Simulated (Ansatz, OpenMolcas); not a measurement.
# SiF2 (SMILES F[Si]F): the vertical ionisation energy, rung by rung

SiF2: 3 atoms, total charge 0, spin state singlet. As SMILES, `F[Si]F`. Geometry: relaxed at PBE0-D4/def2-TZVP.

```xyz
3

F     0.1663    1.2468    0.2294
Si   -0.5949   -0.0464   -0.3301
F     0.4286   -1.2004    0.1007
```

Each level gives the vertical ionisation energy (to the doublet cation) (eV). The values are calculated.

```
                               level                    kind     program  value (eV)
HF/def2-TZVP, open shells restricted            Hartree–Fock  OpenMolcas       10.20
                     SVWN5/def2-TZVP                     LDA      Ansatz       11.09
                    revPBE/def2-TZVP                     GGA      Ansatz       10.73
                     M06-L/def2-TZVP                meta-GGA  OpenMolcas       10.84
                   r2SCAN0/def2-TZVP         hybrid meta-GGA      Ansatz       10.90
                     HSE06/def2-TZVP  range-separated hybrid      Ansatz       10.96
                     wB97X/def2-TZVP  range-separated hybrid      Ansatz       11.10
                  PBE-QIDH/def2-TZVP           double hybrid      Ansatz       11.01
             CASSCF(18,12)/def2-TZVP          multireference  OpenMolcas       10.66
                   BCCD(T)/def2-TZVP   coupled cluster or CI      Ansatz       11.05
```

The values span 10.20 to 11.10 eV.

Ionisation removes an electron from the in-plane lone pair on silicon, an orbital rich in Si 3s with some F antibonding character. In the neutral singlet this pair is correlated, partly through excitation into the empty out-of-plane Si 3p orbital. The cation has only one electron left there, so that pair correlation is lost. Hartree–Fock therefore places the neutral too high relative to the cation and gives the lowest value, 10.20 eV. CASSCF, whose active space matches the full valence shell, raises it to 10.66 eV, and BCCD(T) reaches 11.05 eV, which suggests that dynamic correlation beyond the valence space supplies much of the remainder.

The density functionals do not improve steadily with rung: SVWN5 lies closer to BCCD(T) than revPBE, M06-L or either r2SCAN0 or HSE06, probably through cancellation of exchange and correlation errors. Its agreement is thus no evidence of a better description. The adiabatic threshold should lie lower, since losing a lone-pair electron lets the F–Si–F angle open.
